**How much does a poor trial function cost?**

Pulling the planar molecule H₂C=Si apart into atoms takes about 12 eV in this small basis. Electron correlation, counted from the restricted Hartree–Fock determinant, supplies about 3 eV of that, or one quarter. Auxiliary-field quantum Monte Carlo (AFQMC) recovers correlation by random sampling, and its phaseless form (ph-AFQMC) needs a trial function as a guide. In the table a positive error means overbinding, and the name after the slash is the trial.

Errors in the atomization energy of H₂C=Si (neutral singlet, PBE0/def2-TZVP geometry) without zero-point energy, computed with Ansatz 0.2.0 and the in-house AFQMC program afq 1. All levels use the cc-pVDZ basis with frozen noble-gas cores and an RHF determinant for the molecule; the reference is CCSDT(Q).

| level | this level less the reference (CCSDT(Q), same basis) (meV) | statistical noise, one standard error (meV) |
| --- | --- | --- |
| HF | -3174.0 | 0.00 |
| MP2 | 58.0 | 0.00 |
| CCSD | -234.0 | 0.00 |
| CCSD(T) | -26.0 | 0.00 |
| CCSDT | -20.0 | 0.00 |
| ph-AFQMC/HF | ? | ? |
| ph-AFQMC/CISD | ? | ? |
| released AFQMC | 17.0 | 16.00 |
| free AFQMC | -4.0 | 18.00 |

**(a) How hard is this molecule for a method that starts from one determinant?**

*Solution.* Coupled cluster shows it by how quickly its corrections shrink. Singles and doubles (CCSD) recover 93% of the correlation part of the binding. Perturbative triples then add 208 meV, while the last step, from CCSDT to the reference, adds only 20 meV. The Hartree–Fock determinant is unstable towards an unrestricted one, which is a warning, but such small late steps argue against a severe failure.

A small error alone would be a poor guide. MP2 lies only 58 meV from the reference, closer than CCSD, yet it contains no triples at all. Its energy is 1.11 eV too high for the molecule and 1.17 eV too high for the free atoms together. The small error is only what remains when one is subtracted from the other.

The two AFQMC rows without a lasting constraint agree with the reference to about one standard error. For the released walk this is partly built in, because CCSDT(Q) was accepted as reference only if the two agreed within 25 to 40 meV.

**(b) Predict the errors of phaseless AFQMC with the HF and the CISD trial.**

*Solution.* In AFQMC, walkers move through random fields and their weights acquire complex phases. Left alone, these phases cancel one another and the signal drowns in noise. The phaseless constraint prevents this by using each walker's overlap with the trial function to keep its weight real and positive. With an exact trial this would do no harm. With an approximate one it leaves a bias, which can have either sign because the constrained energy is not an upper bound.

The bias should therefore grow with what the trial lacks. As a rough judgement, not a fit, take it as 3% of the correlation part of the binding that is absent from the trial. The HF trial lacks all of it:

0.03 × 3174 meV ≈ 95 meV.

CISD mixes in single and double excitations but omits higher ones, so suppose that it lacks one fifth:

0.2 × 95 meV ≈ 19 meV.

To each scale add 17 meV, the average standard error of the two known AFQMC rows. The forecasts, centred on zero because the sign is left open, are:

- HF trial: −112 to +112 meV.
- CISD trial: −36 to +36 meV.
- The CISD trial gives the smaller error in size.
- The HF trial's error is smaller in size than CCSD's.

By judgement, such ranges should catch about two cases in three.

**(c) How do the forecasts compare with the calculation?**

*Solution.*

The withheld rows as computed:

| level | this level less the reference (CCSDT(Q), same basis) (meV) | statistical noise, one standard error (meV) |
| --- | --- | --- |
| ph-AFQMC/HF | 194.0 | 75.00 |
| ph-AFQMC/CISD | 6.0 | 20.00 |

The CISD forecast holds. Its error of 6 meV is well inside the standard error of 20 meV, so the run detects no bias. It does not confirm the estimate of 19 meV either, since a bias of that size would be hidden in the noise.

The HF forecast misses. The computed error is +194 meV, some 82 meV beyond the upper end of the range. The allowance for noise was too small, since the standard error is 75 meV, more than four times what was assumed. Even with the true noise in place of the 17 meV, the range would have ended at 95 + 75 = 170 meV, still slightly too low.

The total energies behind the table show where the error sits. With the HF trial the molecule itself lies only 12 meV above the reference, with a noise of 74 meV, so no bias is detected there. The free atoms must then lie about 194 + 12 = 206 meV too high together, and atoms that are too high make the molecule look too strongly bound. A hydrogen atom has one electron and no correlation to miss, so this error belongs to carbon and silicon.

The forecast overlooked this. It scaled the bias with the correlation part of the binding, which is a difference between molecule and atoms, as if their biases had to cancel in the same proportion. A likely cause is the empty p orbital of each atom, into which the filled s pair is easily excited, so that one determinant is a poor guide. The CISD trial contains such double excitations, and with it the atoms' share falls to about 7 meV. That fits the idea but doesn't isolate the cause.

The CISD trial does come out closer, by 188 meV with a combined noise of 78 meV, which is good but not overwhelming evidence. The HF trial also lands nearer the reference than CCSD, but only by 40 meV, so that ranking is unresolved. The output below gives these comparisons.

A better trial should also reduce the noise, because an exact one would give every walker the same energy. The two standard errors fit this, though they depend on the amount of sampling too. Silane has no π bond, but its atomization energy still contains a free silicon atom, so that atom's share of the bias would remain. In a reaction energy between molecules alone, the free atoms and their bias drop out.

Small molecules of silicon, carbon and hydrogen occur in the vapour growth of silicon carbide for power devices. At growth temperatures an error of 0.2 eV in a reaction energy changes an equilibrium constant severalfold. Reaction energies for such models also need a larger basis than this one.

Output of the analysis:

```
Correlation part of the binding, share of the reference atomization energy [percent]: 25.49
Share of the correlation part recovered by CCSD [percent]: 92.63
Step from CCSD to CCSD(T) [meV]: 208
Step from CCSD(T) to CCSDT [meV]: 6
Step from CCSDT to the reference CCSDT(Q) [meV]: 20
Released less free AFQMC [meV]: 21
Combined noise of that difference if independent [meV]: 24.08
Typical noise taken from the two known AFQMC rows [meV]: 17
Forecast for HF trial, centre zero, half-range [meV]: 112.2
Computed error and miss from centre, HF trial [meV]: 194
Standard error, HF trial [meV]: 75
Size of error in standard errors, HF trial: 2.587
Amount outside the forecast range, HF trial [meV]: 81.78
Forecast for CISD trial, centre zero, half-range [meV]: 36.04
Computed error and miss from centre, CISD trial [meV]: 6
Standard error, CISD trial [meV]: 20
Size of error in standard errors, CISD trial: 0.3
Amount outside the forecast range, CISD trial [meV]: 0
HF trial less CISD trial [meV]: 188
Combined noise of the trial difference if independent [meV]: 77.62
Size of HF-trial error as share of the correlation part [percent]: 6.112
Size of HF-trial error less size of CISD-trial error [meV]: 188
Size of CCSD error less size of HF-trial error [meV]: 40
```
